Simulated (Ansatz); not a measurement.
# Sr: the change of pressure and energy above lowest point with volume per atom

Equation of state of a cubic crystal from periodic Kohn-Sham density functional theory without spin; pressure corrected for the finite basis. The results are calculated, by Ansatz 0.2.0 development build.

Cell of the first row (space group Fm-3m, No. 225):
```
CELL_PARAMETERS angstrom
0.00000 2.93410 2.93410
2.93410 0.00000 2.93410
2.93410 2.93410 0.00000
ATOMIC_POSITIONS crystal
Sr 0.00000 0.00000 0.00000
```

Settings of every row: formula Sr; structure type fcc; functional r2SCAN; spin treatment none; k mesh 10x10x10; occupation method fermi-dirac; occupation width 0.1 eV; wave cutoff 400 eV; datasets hand-made PAW; density cutoff ratio 4; xc grid level 2.

Limits: the SCF threshold is loose for a stress in some rows.

```csv
row,volume per atom (Å³),pressure (GPa),energy above lowest point (meV/atom)
1,50.518,1.685,30.8
2,52.165,1.173,16.16
3,53.813,0.716,6.49
4,55.46,?,?
5,57.107,-0.056,0
```

Question: what pressure and energy above lowest point should row 4 give?

Worked fit of pressure. Take u = (V_r/V)^(2/3) − 1 with V_r = 52.989 Å³ an atom, which is twice the finite (Eulerian) strain; such expansions in the strain, on which the Birch-Murnaghan equation of state is built, carry the rest volume and the bulk modulus. The shown rows have u = 0.03235, 0.0105, -0.01023, -0.04867. Least squares give pressure = 0.938 + 22.027 × u + 32.96 × u² GPa; a straight line predicts inner rows, each left out in turn, worse (root mean square 0.034 against 0.00022 GPa). All shown rows lie on it to the printed digit. The pressure vanishes at u = -0.0457, or V = 56.84 Å³ an atom, and there the bulk modulus at fixed shape and fractions is B = −V dP/dV = (2/3)(1 + u) dP/du = 12.1 GPa. The withheld row has u = -0.02993, so the fit gives 0.938 + 22.027 × (-0.02993) + 32.96 × (-0.02993)² = 0.308 GPa.

The calculation gave 0.308 GPa. The fit meets it to the printed digit.

Worked fit of energy above lowest point. Take u = (V_r/V)^(2/3) − 1 with V_r = 52.989 Å³ an atom, which is twice the finite (Eulerian) strain; such expansions in the strain, on which the Birch-Murnaghan equation of state is built, carry the rest volume and the bulk modulus. The shown rows have u = 0.03235, 0.0105, -0.01023, -0.04867. Least squares give energy above lowest point = 10.727 + 461.11 × u + 4943 × u² meV/atom; a straight line predicts inner rows, each left out in turn, worse (root mean square 5.1 against 0.094 meV/atom). The rows lie off it by -0.02, 0.05, -0.04, 0.01 (root mean square 0.034 meV/atom). Its lowest point lies at u = -0.0466, or V = 56.92 Å³ an atom, and the curvature there gives the bulk modulus at fixed shape and fractions, B = (4/9)(1 + u)² E″(u)/V = 11.2 GPa. The withheld row has u = -0.02993, so the fit gives 10.727 + 461.11 × (-0.02993) + 4943 × (-0.02993)² = 1.35 meV/atom.

The calculation gave 1.26 meV/atom. The fit lies 0.09 meV/atom (7.1 % of the value, 0.29 % of the column's range) above it; its largest miss of a shown row is 0.05 meV/atom.
